**Q:** I have one NiAl crystal with its atoms held in place. How much can the calculated pressure depend on the density functional?

**A:** By about 15 GPa from one end of this list to the other. As a rule of thumb for a metal this stiff, 1 GPa corresponds to about 0.2% of the cell edge, so the functionals disagree by roughly 3% about how long that edge should be. Positive pressure means that the cell pushes outward and would expand if released. Negative pressure means that it would shrink.

Ansatz 0.2.0, plane-wave DFT with PAW potentials and no dispersion correction: NiAl (Pm-3m, 2 atoms, cubic edge 2.881 Å) with cell and atoms fixed. All runs use collinear spin, an unshifted 10×10×10 k mesh and Fermi–Dirac smearing of 0.1 eV. Pressure is positive when the cell is compressed and would expand if released.

```
functional  wave cutoff  density cutoff  pressure (GPa)
       LDA    517.02 eV       2068.1 eV          -8.510
       PBE       420 eV         1680 eV           2.040
    PBEsol       420 eV         1680 eV          -3.270
    revPBE       420 eV         1680 eV           4.910
      RPBE    517.02 eV       2068.1 eV           5.900
      BLYP    517.02 eV       2068.1 eV           6.700
    r2SCAN       500 eV         2000 eV          -3.180
```

**Q:** How do you turn a pressure into a length?

**A:** For a small change of a cubic cell, the relative change of the edge is $P/(3B)$, where $P$ is the pressure and $B$ the bulk modulus. I use a rough recalled value of 160 GPa for $B$. LDA would then shorten the edge by about 1.8%, and BLYP would lengthen it by about 1.4%. No cell was relaxed and the mesh of k points is coarse, so these are estimates.

**Q:** Does that matter if I relax the cell with one functional and compute the stress with another?

**A:** Yes. At this cell PBE gives a pressure 5.3 GPa above that of PBEsol, with the same plane-wave cutoff. If you mix these two, a false pressure of about that size is present before any strain is applied. The unstrained reference cell has to be relaxed with the functional that then gives the stress.

**Q:** Could nickel be magnetic in some rows and not in others?

**A:** Not in the states that were found. Every run started with a moment on nickel and was free to keep it, and every run ended as a non-magnetic metal. For r2SCAN no test was made for a lower-lying state, so its row is a little less secure. A switch between magnetic and non-magnetic states is therefore not the cause of the trend. Apart from the unequal cutoffs, what differs is how each functional treats much the same electron density.

**Q:** What do the functionals treat differently?

**A:** Mainly the places where the density changes quickly. The reduced gradient $s$ measures how steeply the density varies on the length scale of the local electron wavelength. LDA ignores it and takes the exchange energy of a uniform electron gas at each point. The gradient functionals in this list multiply that energy by a factor $F(s)$, which is 1 at $s=0$ and grows with $s$, so uneven density is rewarded with a lower energy.

**Q:** And how does a reward for uneven density become a pressure?

**A:** When the crystal is squeezed, the density between the atoms rises and becomes flatter. There $s$ falls, and part of the reward is lost. The crystal therefore resists being squeezed, which is an outward pressure. The more steeply $F$ rises with $s$, the stronger the push. This is the expected mechanism. The runs cover a single volume, so they do not show the density flattening.

**Q:** Can that be written as a formula?

**A:** Write the gradient part of the exchange energy as $E=-A(F-1)$, where $A$ is the size of the uniform-gas exchange energy between the atoms. With $V$ for the volume, the pressure is

$$P=-\frac{dE}{dV}=A\,\frac{dF}{ds}\,\frac{ds}{dV}+(F-1)\frac{dA}{dV}.$$

If $s$ grows as a power of $V$, the first term is proportional to $g=\tfrac{1}{2}\,s\,dF/ds$. The second term works the other way. The simple model drops it and keeps $g$, evaluated at one representative $s$.

**Q:** Show me that with numbers.

**A:** PBE, revPBE and RPBE are a good test, because they have the same correlation and differ only in exchange. In PBE the factor starts to rise at a rate $\mu\approx0.22$ and levels off at a height $\kappa\approx0.80$ above 1. At $s=1$ this gives $g=\mu/(1+\mu/\kappa)^2\approx0.135$. The other two rise more steeply at this point: revPBE has a higher ceiling, and RPBE has the same ceiling as PBE but a curve that flattens less at first. Their values of $g$ are 0.159 and 0.167.

The step in $g$ from PBE to revPBE is therefore $0.0232/0.0317\approx0.73$ of the step from PBE to RPBE. The table puts RPBE 3.9 GPa above PBE, so revPBE should lie about 2.8 GPa above PBE. It lies 2.9 GPa above.

**Q:** Did you choose $s=1$ to make that work?

**A:** This particular estimate hardly depends on the choice. Between very small $s$ and $s=1.5$ it moves only from 2.7 to 3.2 GPa, and it uses no fitted slope. It does take the RPBE pressure from the table, and that run had a higher cutoff than the other two. The effect of the cutoff on the pressure was not tested.

**Q:** Where does PBEsol fit in?

**A:** Its exchange factor starts to rise at only about 0.12 instead of 0.22, so less reward is lost on squeezing and the outward push is weaker. A straight line of pressure against $g$ at $s=1$, fitted to PBEsol, PBE, revPBE and RPBE, passes within about 0.03 GPa of all four. That closeness proves little, because $s=1$ was chosen to suit these rows, and at $s=1.5$ the typical miss is about 1 GPa. PBEsol also has a weaker gradient correction in its correlation, which the line ignores. The output after this text gives both fits.

**Q:** LDA has no gradient term at all. Does it sit at the start of that line?

**A:** No. At $g=0$ the line gives about −15 GPa, while LDA gives −8.5 GPa. The four fitted functionals also correct their correlation for gradients, and LDA does not. That correction weakens correlation where the density is uneven, so a squeezed, flatter density regains correlation energy, and this pulls the crystal inward. The gap has the sign that this argument requires, but the line is extended far beyond its rows, so I would trust its size only as several GPa.

Going from LDA to PBE thus adds two opposing effects. Exchange pushes outward, gradient-corrected correlation pulls inward, and exchange wins.

**Q:** Then why is BLYP at the top? It is a gradient functional like PBE.

**A:** Its exchange does not seem to explain it. At $s=1$ Becke's exchange has practically the same $g$ as that of PBE, so the line puts BLYP at 2.0 GPa, where the table has 6.7 GPa. The comparison with RPBE, run at the same cutoff, points the same way. BLYP has the smaller $g$ of the two, both at $s=1$ and at $s=1.5$, and still the higher pressure.

That leaves the LYP correlation as the likely source. It was not built to reproduce the uniform electron gas, which is a natural reference for the spread-out electrons of a metal. At a typical metallic density, its correlation energy changes too little when the gas is compressed, so it pulls inward too weakly. A uniform-gas estimate gives an effect of the order of 1 GPa, in the right direction but short of the excess. The rest probably lies in how LYP responds to gradients, which these runs do not separate.

**Q:** r2SCAN is the most elaborate functional here. Why isn't it at one end?

**A:** Because the rung of a functional tells you which ingredients it uses, not how strongly it rewards uneven density. r2SCAN also uses the kinetic energy density of the electrons, which lets it tell a slowly varying, metal-like density from a single bond. For slowly varying density its exchange is built to follow the same gradient expansion as that of PBEsol. That makes a place beside PBEsol plausible, though one pressure cannot prove the reason. The two differ by only 0.1 GPa at different cutoffs, so I would not rank them.

**Q:** Suppose I meet another gradient functional. How do I guess its place?

**A:** Look first at its correlation. If it is that of PBE, compare how steeply the exchange factors rise near $s=1$: a steeper rise should mean more outward pressure and a longer relaxed edge. If the correlation is of another kind, exchange alone may mislead you by several GPa, as the BLYP row suggests.

**Q:** What calculation would settle the BLYP case?

**A:** The same cell with Becke's exchange and PBE's correlation, at the cutoff of the BLYP run. If the pressure fell close to that of PBE, the excess would belong to LYP. If it stayed near 7 GPa, the single value of $s$ would have hidden a real difference between the two exchange functionals, and the explanation given here for BLYP would have to be dropped.

Printed output of the fit:

```
Pressure, rough edge change on relaxing (bulk modulus 160 GPa recalled), exchange measures:
     row  P_GPa  edge_percent  g_at_s1  g_at_s1.5
     LDA  -8.51        -1.773        0          0
     PBE   2.04         0.425   0.1354     0.1895
  PBEsol  -3.27       -0.6813   0.0928     0.1535
  revPBE   4.91         1.023   0.1586     0.2532
    RPBE    5.9         1.229   0.1671     0.2672
    BLYP    6.7         1.396   0.1356     0.2185
  r2SCAN  -3.18       -0.6625   0.0928     0.1535
fit of pressure on 4 rows (fam == 1): constant -14.74 +/- 0.078, coefficient of ga 123.8 +/- 0.55; rms 0.0223, worst RPBE 0.0311, leave-one-out rms 0.0603
  rows outside the fit (model, value, miss): LDA -14.74, -8.51, -6.23; BLYP 2.037, 6.7, -4.66; r2SCAN -3.259, -3.18, -0.0787
fit of pressure on 4 rows (fam == 1): constant -13.55 +/- 3.3, coefficient of gb 73.89 +/- 15; rms 0.973, worst PBE -1.59, leave-one-out rms 2.17
  rows outside the fit (model, value, miss): LDA -13.55, -8.51, -5.04; BLYP 2.593, 6.7, -4.11; r2SCAN -2.214, -3.18, 0.966
Whole range, BLYP minus LDA, GPa: 15.21
PBEsol minus LDA, GPa: 5.24
PBE minus PBEsol, same cutoff, GPa: 5.31
revPBE minus PBE, same cutoff, GPa: 2.87
RPBE minus revPBE, cutoffs differ, GPa: 0.99
BLYP minus PBE, GPa: 4.66
r2SCAN minus PBEsol, GPa: 0.09
Step ratio (revPBE-PBE)/(RPBE-PBE), table: 0.7435
Same ratio from formulas, limit of small s: 0.7084
Same ratio from formulas, s of 1: 0.7335
Same ratio from formulas, s of 1.5: 0.8194
Uniform-gas part of LYP minus usual correlation pressure, order of magnitude, GPa: 0.8012
```
